A calculation on a crystal replaces the integral over all electron wavevectors $k$ by a sum over a finite mesh. The table follows one TiSi cell through a set of meshes. The labels $n\times n\times m$ count the divisions along the two equivalent in-plane directions and along $c$. "Energy less reference" and "pressure less reference" are the result on that mesh minus the result on the much denser reference mesh. "Irreducible k points" are those left after symmetry has removed duplicates, and they set most of the cost.

TiSi, space group Cmmm, 2 atoms in the primitive cell (conventional a = 3.632, b = 4.235, c = 3.804 Å), held fixed. Ansatz 0.2.0, plane-wave PAW, scalar-relativistic, r2SCAN, no spin polarisation, cutoff 500 eV, Gaussian smearing of 0.1 eV. Gamma-centred k meshes, reference 24×24×18; energy extrapolated to zero smearing, pressure positive in compression.

| k mesh | energy less reference (meV/atom) | pressure less reference (GPa) | irreducible k points |
| --- | --- | --- | --- |
| 1x1x1 | -222 | -11.8 | 1 |
| 4x4x2 | -26.8 | -1.02 | 14 |
| 4x4x4 | 23.2 | -0.417 | 21 |
| 6x6x4 | 1.84 | 0.091 | 39 |
| 6x6x6 | 4.43 | 0.315 | 52 |
| 8x8x6 | 3.21 | 0.21 | 84 |
| 10x10x8 | -2.96 | 0 | 155 |
| 14x14x10 | -0.566 | 0.019 | 342 |
| 16x16x12 | 0.592 | -0.013 | 511 |
| 20x20x14 | ? | ? | ? |
| 22x22x16 | ? | ? | ? |

**(a) Why does a finer mesh not always give a smaller energy error?**

*Solution.* Start with the limit of a single point. The calculation then treats every electron as if it had the wavevector at the zone centre, and the energy is off by 222 meV/atom. That row lies low because of bad sampling and says nothing about a more stable state. In the opposite limit of an infinitely dense mesh the sum becomes the integral and the error vanishes. The question is how the error travels between these limits.

Let $f(k)$ be the energy of the occupied states at $k$, measured from the Fermi level, with the electron density held fixed. Since $f$ is periodic, it is a sum of waves $f_R\,e^{ik\cdot R}$, one for each lattice vector $R$. Averaging over the mesh removes every wave except those that look constant on the mesh points. These belong to $R=0$, which is the exact integral, and to the repeat vectors of a supercell of $n\times n\times m$ primitive cells. The error is therefore

$$\Delta E=\sum_{R\neq 0} f_R ,\qquad R \text{ a repeat vector of the supercell.}$$

Everything now depends on how fast $f_R$ decays. In an insulator the bands are filled throughout the zone, $f$ is smooth, and $f_R$ falls exponentially with distance. In a metal $f$ has a kink where a band crosses the Fermi level, and a kink has a long tail of waves. The tail falls as $R^{-2}$ for a flat piece of Fermi surface. For a curved piece only the small patch facing along $R$ adds up in phase, which costs another factor $1/R$ and gives $R^{-3}$. The tail also oscillates, because its phase is the Fermi wavevector times $R$.

So a metal's error can change sign as the mesh grows, and errors from different directions can cancel. The table shows both. Refining only along $c$, from 4×4×2 to 4×4×4, raises the energy by 50 meV/atom, while refining only in the plane, from there to 6×6×4, lowers it by 21 meV/atom. The next two single-direction steps repeat these signs on a smaller scale. The 6×6×4 mesh profits from the balance: it lies closer to the reference than 10×10×8, which has four times as many irreducible points.

The runs confirm that this cell is a metal: on every known mesh beyond the single point, bands cross the Fermi level. The single point alone shows a gap, of 3.3 eV, because one wavevector cannot reveal a crossing elsewhere in the zone.

**(b) Predict the energy, the pressure and the number of irreducible points for 20×20×14 and 22×22×16.**

*Solution.* The number of points is pure geometry. In the plane, four symmetry operations act on $n^2$ points: the identity leaves all of them in place, each of two mirrors leaves $n$, and inversion leaves 4. The number of distinct points is the average of these counts, $(n^2+2n+4)/4$. Along $c$, folding $k$ onto $-k$ leaves $m/2+1$ layers. For 20×20×14 this gives $111\times 8=888$ points, and for 22×22×16 it gives $133\times 9=1197$. The rule, valid for even $n$ and $m$, reproduces every known row beyond the single point.

The energy allows only a weaker prediction. Its sign depends on a phase, and the phase requires the Fermi surface. What can be estimated is a typical size, controlled by the shortest repeat length $L$ of the supercell. A power law in $L$ was fitted to the size of the known energy errors, without the single-point row, because one point cannot resolve a Fermi surface. The fitted exponent is $-2.2\pm0.4$, near the value for flat pieces, though so few scattered points cannot establish the shape of the surface.

Take 20×20×14 as the worked case; it was not part of the fit. The primitive in-plane vector is 2.79 Å long, so the supercell repeats after $20\times2.79=55.8$ Å in the plane and after $14\times3.804=53.3$ Å along $c$. The shorter length counts, and

$$\log_{10}|\Delta E| \approx 3.36-2.19\,\log_{10}53.3\approx-0.42 ,$$

which means about 0.4 meV/atom. The same steps give about 0.3 meV/atom for 22×22×16.

Known errors scatter about this law by a typical factor of 1.7. An exponential fitted to the same rows does almost as well and gives smaller values at large $L$. The smearing of the Fermi edge also favours smaller values, since it rounds the kink and must finally damp the tail. The pressure error was taken as proportional to the fitted size of the energy error, which leads to somewhat more than 0.01 GPa for both meshes. With these considerations weighed by judgement, the predictions are:

- 20×20×14: energy $0\pm0.6$ meV/atom, pressure $0\pm0.02$ GPa, 888 points.
- 22×22×16: energy $0\pm0.4$ meV/atom, pressure $0\pm0.02$ GPa, 1197 points.

No sign is predicted, nor that the finer of the two meshes will be the closer one.

**(c) Compare with the computed values. What was predicted well, and what was not?**

The withheld rows as computed:

| k mesh | energy less reference (meV/atom) | pressure less reference (GPa) | irreducible k points |
| --- | --- | --- | --- |
| 20x20x14 | -0.046 | 0.016 | 888 |
| 22x22x16 | -0.148 | -0.001 | 1197 |

*Solution.* The counts are exact, and all four differences fall inside their ranges. For the energies this is a modest success, because the ranges were generous. The power law puts the typical size at 20×20×14 about eight times above the computed 0.046 meV/atom, and at 22×22×16 about twice above the computed value. The exponential is too high for the first mesh and too low for the second, so the new rows do not decide between the two laws. The printed output below gives both fits.

The more telling result is the order. The finer mesh costs a third more points, yet its energy lies three times farther from the reference. An error of one sign that only shrinks with $L$, whether by a power or exponentially, cannot do this; an oscillating error can, and so can errors of opposite sign from the two directions, if they happen to bring 20×20×14 close to the reference. Most of the difference between the two meshes enters with the correction to zero smearing. Before it is applied, their free energies differ by only 0.02 meV/atom; the correction, which is half the entropy term of the smearing, adds 0.08 meV/atom. It depends on the few states near the Fermi level, which are the hardest to sample.

The pressures show another way to look converged. At 22×22×16 the pressure agrees almost perfectly and the energy does not, as already happened at 10×10×8. Pressure is the mean of the stresses along the three axes, and the runs also give these separately. At 10×10×8 they miss the reference by −0.83, +0.75 and +0.07 GPa, so the pressure agrees only because the errors cancel. At 22×22×16 the same happens on a smaller scale: the stress along $c$ is still off by 0.11 GPa, and the two in-plane errors nearly balance it.

Theory suggests a reason, which the runs support only in part. Squeezing the cell evenly shortens $R$ and stretches the Fermi surface by nearly the same factor, so the phase of the error hardly moves. A change of shape can shift the phase, and the separate stresses feel that while the pressure should not. But if the phase truly stood still, the pressure error times the atomic volume would be of the same order as the energy error and keep a fixed sign relative to it. In the known rows beyond the single point it is typically 3.4 times as large, and at 4×4×4 the two errors have opposite signs. So the pressure is not as well protected as this argument says, and its near-perfect agreement on some meshes may be partly chance.

There is also a limit to what the smallest differences can mean. The reference mesh has a repeat length of $24\times2.79=67$ Å, hardly longer than that of 22×22×16, so by the same law its own error should be nearly as large. The last energies are thus differences between two small errors of similar size. The forces do not help, because each atom sits on an inversion centre and feels no force on any mesh.

Titanium silicides serve as contacts in chips, and calculations that compare their phases can hinge on small energy differences. The cell used here is not the known structure of TiSi, and the table says nothing of contact resistance, but the numerical lesson applies to such work. Agreement of one quantity on one mesh is no proof of convergence, as 6×6×4 shows for the energy and 10×10×8 for the pressure. The safer rule is to run several successive meshes, watch the energy together with each stress component, and take the spread of the last few results, not the smallest difference, as the error.

Numerical output:

```
fit of log10(aE) on 8 rows (n > 1): constant 3.361 +/- 0.52, coefficient of log10(L) -2.19 +/- 0.4; rms 0.239, worst 6x6x4 0.508, leave-one-out rms 0.293
  rows outside the fit (model, value, miss): 1x1x1 2.386, 2.346, 0.0392; 20x20x14 -0.4188, -1.337, 0.918; 22x22x16 -0.5458, -0.8297, 0.284
fit of log10(aE) on 8 rows (n > 1): constant 1.5 +/- 0.24, coefficient of L -0.04244 +/- 0.0093; rms 0.278, worst 6x6x4 0.589, leave-one-out rms 0.366
  rows outside the fit (model, value, miss): 1x1x1 1.382, 2.346, -0.965; 20x20x14 -0.7601, -1.337, 0.577; 22x22x16 -1.083, -0.8297, -0.253
fit of aP on 8 rows (n > 1): coefficient of sE 0.0375 +/- 0.0028; rms 0.081, worst 6x6x6 -0.135, leave-one-out rms 0.0837
  rows outside the fit (model, value, miss): 1x1x1 9.113, 11.8, -2.69; 20x20x14 0.0143, 0.016, -0.0017; 22x22x16 0.01067, 0.001, 0.00967
Forecast sizes and computed values:
       row  repeat length (Å)  power-law size (meV/atom)  exponential size (meV/atom)  energy (meV/atom)  pressure size (GPa)  pressure (GPa)  counted points  points in run
     1x1x1               2.79                        243                        24.07               -222                9.113           -11.8               1              1
     4x4x2              7.608                      27.01                        15.03              -26.8                1.013           -1.02              14             14
     4x4x4              11.16                      11.68                        10.63               23.2                0.438          -0.417              21             21
     6x6x4              15.22                      5.922                        7.148               1.84               0.2221           0.091              39             39
     6x6x6              16.74                      4.806                        6.161               4.43               0.1803           0.315              52             52
     8x8x6              22.32                       2.56                        3.572               3.21              0.09602            0.21              84             84
   10x10x8               27.9                      1.571                        2.071              -2.96              0.05891               0             155            155
  14x14x10              38.04                     0.7964                       0.7685             -0.566              0.02987           0.019             342            342
  16x16x12              44.63                     0.5612                       0.4035              0.592              0.02105          -0.013             511            511
  20x20x14              53.26                     0.3812                       0.1737             -0.046               0.0143           0.016             888            888
  22x22x16              60.86                     0.2846                      0.08262             -0.148              0.01067          -0.001            1197           1197
Energy change from 4x4x2 to 4x4x4, finer along c (meV/atom): 50
Energy change from 4x4x4 to 6x6x4, finer in plane (meV/atom): -21.36
Energy change from 6x6x4 to 6x6x6, finer along c (meV/atom): 2.59
Irreducible points of 10x10x8 over those of 6x6x4 (ratio): 3.974
Typical scatter about the power law (factor): 1.733
Pressure error times atomic volume over energy error (ratio): 3.425
```
